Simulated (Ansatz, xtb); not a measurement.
# GeH7Si2: which of two isomers lies lower

We compare I, `[SiH2][GeH2][SiH3]`, a doublet, with II, `[SiH3][SiH2][GeH2]`, a doublet. Both are isolated molecules in the gas phase, relaxed with B3LYP/6-31G*; the shapes shown needn't be the lowest conformers.

I (Å):

```yaml
atoms:
  - { symbol: Ge, position_ang: [0.0391, -0.4534, -1.4093] }
  - { symbol: Si, position_ang: [-0.0494, -1.8670, 0.5218] }
  - { symbol: Si, position_ang: [-0.1615, -1.6394, -3.4982] }
  - { symbol: H, position_ang: [1.0592, -2.8680, 0.5585] }
  - { symbol: H, position_ang: [-1.3446, -2.6019, 0.6431] }
  - { symbol: H, position_ang: [1.3779, 0.3289, -1.3914] }
  - { symbol: H, position_ang: [-1.0953, 0.5989, -1.3071] }
  - { symbol: H, position_ang: [-0.0928, -0.6994, -4.6517] }
  - { symbol: H, position_ang: [0.9392, -2.6325, -3.6275] }
  - { symbol: H, position_ang: [-1.4610, -2.3626, -3.5504] }
```

II (Å):

```xyz
10

Ge   -1.3973   -2.9573   -2.8832
Si    1.0703   -0.7255   -0.7198
Si   -0.6014   -0.7488   -2.3842
H     2.2402   -1.5339   -1.1591
H     0.5414   -1.3074    0.5439
H     1.5327    0.6647   -0.4435
H    -1.7605    0.0789   -1.9440
H    -0.0686   -0.1476   -3.6401
H    -0.2818   -3.9003   -3.4245
H    -2.0460   -3.6640   -1.6559
```

Task: Which of the two would you expect CCSD(T)/def2-SVP + ΔMP2/def2-TZVPP electronic energies to favour?

Result: Structure II; the calculation gives E(II) − E(I) = −10.6 kJ/mol.

Level by level:

```tsv
level	geometry	E(II) − E(I) (kJ/mol)	departure from the last row (kJ/mol)	job, with rough time for the two
GFN2-xTB	GFN2-xTB	+7.0	+17.6	optimisation, 0.14 s
HF/STO-3G	GFN2-xTB	+49.4	+60.0	single point, 0.6 s
r2SCAN-D4/def2-SVP	GFN2-xTB	+2.6	+13.2	single point, 8.1 s
B3LYP/6-31G*	B3LYP/6-31G*	−13.9	−3.3	optimisation, 84 s
HF/def2-SVP	B3LYP/6-31G*	−12.3	−1.7	part of the CCSD(T) run
MP2/def2-SVP	B3LYP/6-31G*	−9.7	+0.9	part of the CCSD(T) run
CCSD(T)/def2-SVP	B3LYP/6-31G*	−11.7	−1.1	single point
CCSD(T)/def2-SVP + ΔMP2/def2-TZVPP	B3LYP/6-31G*	−10.6		single point, 59 s
```

As drawn, II has 1 Si–Si in place of 1 Ge–Si.

GFN2-xTB, HF/STO-3G, r2SCAN-D4/def2-SVP put the two in the other order. The largest departure from CCSD(T)/def2-SVP + ΔMP2/def2-TZVPP is that of HF/STO-3G, 60.0 kJ/mol. The last row adds to CCSD(T) the change of the MP2 difference between the two basis sets, here +1.1 kJ/mol.

With harmonic frequencies from B3LYP/6-31G* (ideal gas, rigid rotor, one conformer each, 298.15 K, 1 atm): the zero-point term adds +0.6 kJ/mol; ΔH is −10.3 and ΔG −9.9 kJ/mol.

Open shells are spin-unrestricted. The correlated steps freeze 19 core orbitals; the filled d shell of Ge is correlated, in a basis made for valence electrons. Run with Ansatz 0.2.0, xtb 6.7.1; the last row on 2 threads of Arm Neoverse V2 on a shared host.

Structure II is modestly favoured, and the zero-point and thermal terms leave that order intact. Moving from I to II shifts the radical centre from silicon to germanium, but the numbers of Si–H and Ge–H bonds stay the same. The usual argument that a germyl radical forms more easily because Ge–H is weaker than Si–H therefore doesn't settle the order by itself. What remains is a Si–Si bond in place of a Ge–Si bond, together with the different radical site. The preference probably reflects the somewhat better overlap of the more compact silicon valence orbitals, though the total energies can't separate this from the change in radical character.

Hartree–Fock in the def2-SVP basis already gives nearly the same difference as the coupled-cluster result, so electron correlation largely cancels between the isomers. The large reversal with STO-3G probably comes mainly from its inflexible description of the germanium and silicon valence shells. The energies say nothing about the barrier to interconversion.
